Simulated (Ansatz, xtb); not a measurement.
# Loss of H2: C2H4F2 → C2H2F2 + H2

Species: C2H4F2 (1,1-difluoroethane) `CC(F)F`, singlet; C2H2F2 (vinylidene fluoride) `C=C(F)F`, singlet; H2 (hydrogen), singlet. 

Shapes, held fixed at every level: PBE0-D4/def2-TZVP. Programs: Ansatz 0.2.0, xtb 6.7.1. The zero-point and thermal change to 298 K, harmonic and unscaled (PBE0-D4/def2-TZVP), is -28.7 kJ/mol.

Question: Estimate ΔH(298 K) of this reaction.

Answer: The highest level, CCSD(T)/CBS estimate, gives ΔH(298 K) = +156.1 kJ/mol; the levels span -4.5 to +169.2. They disagree on the sign: 8 of 9 are positive. GFN0-xTB strays far from the other rows. The column of differences is taken from that level and isn't an error. No measured value is set beside it here. The CBS estimate extrapolates MP2 from def2-TZVPP and def2-QZVPP and adds CCSD(T) − MP2 in the triple-zeta set, cores frozen; for H2 it overshoots the exact energy by about 1 mEh. Times are processor times on shared x86 and Arm servers, and rough.

```csv
level,kind,ΔH(298 K) (kJ/mol),less CCSD(T)/CBS estimate,CPU time (sum over the molecules)
GFN0-xTB,semi-empirical,-4.5,-160.6,0.12 s
HF/def2-TZVPP,Hartree–Fock,+160.0,+3.9,–
SPW92/def2-TZVPP,LDA,+169.2,+13.1,4.5 s
PBE-D4/def2-TZVPP,GGA,+144.7,-11.4,9.8 s
B3LYP-D4/def2-TZVPP,global hybrid,+144.9,-11.2,13 s
BHLYP-D4/def2-TZVPP,global hybrid,+163.6,+7.5,11 s
wB97X-V/def2-TZVPP,range-separated hybrid,+163.2,+7.1,25 s
MP2/def2-SVP,perturbation theory,+161.4,+5.3,–
CCSD(T)/CBS estimate,coupled cluster or CI,+156.1,0.0,4.1 min
```

Dehydrogenation of 1,1-difluoroethane is strongly endothermic, at +156.1 kJ/mol by the coupled-cluster estimate. Two C–H σ bonds are given up for the H–H bond and a C=C π bond, and the π bond is too weak to make good the loss. Fluorine probably adds to the cost: the CF2 carbon goes from sp3 to sp2, whereas electronegative substituents favour carbon orbitals rich in p character, and the geminal stabilisation of the saturated centre is weakened. π donation from the fluorine lone pairs offsets this only in part.

The slightly negative GFN0-xTB value contradicts the known endothermicity of alkane dehydrogenation, probably because its parametrised, non-self-consistent energy balances H2 poorly against the C–H and C=C bonds. The closeness of Hartree–Fock to coupled cluster doesn't make correlation unimportant in the individual molecules, only similar in total on the two sides. Release of a second gas molecule favours the products entropically, so heating helps the equilibrium, but the reaction enthalpy says nothing about the barrier or about competition from HF elimination.
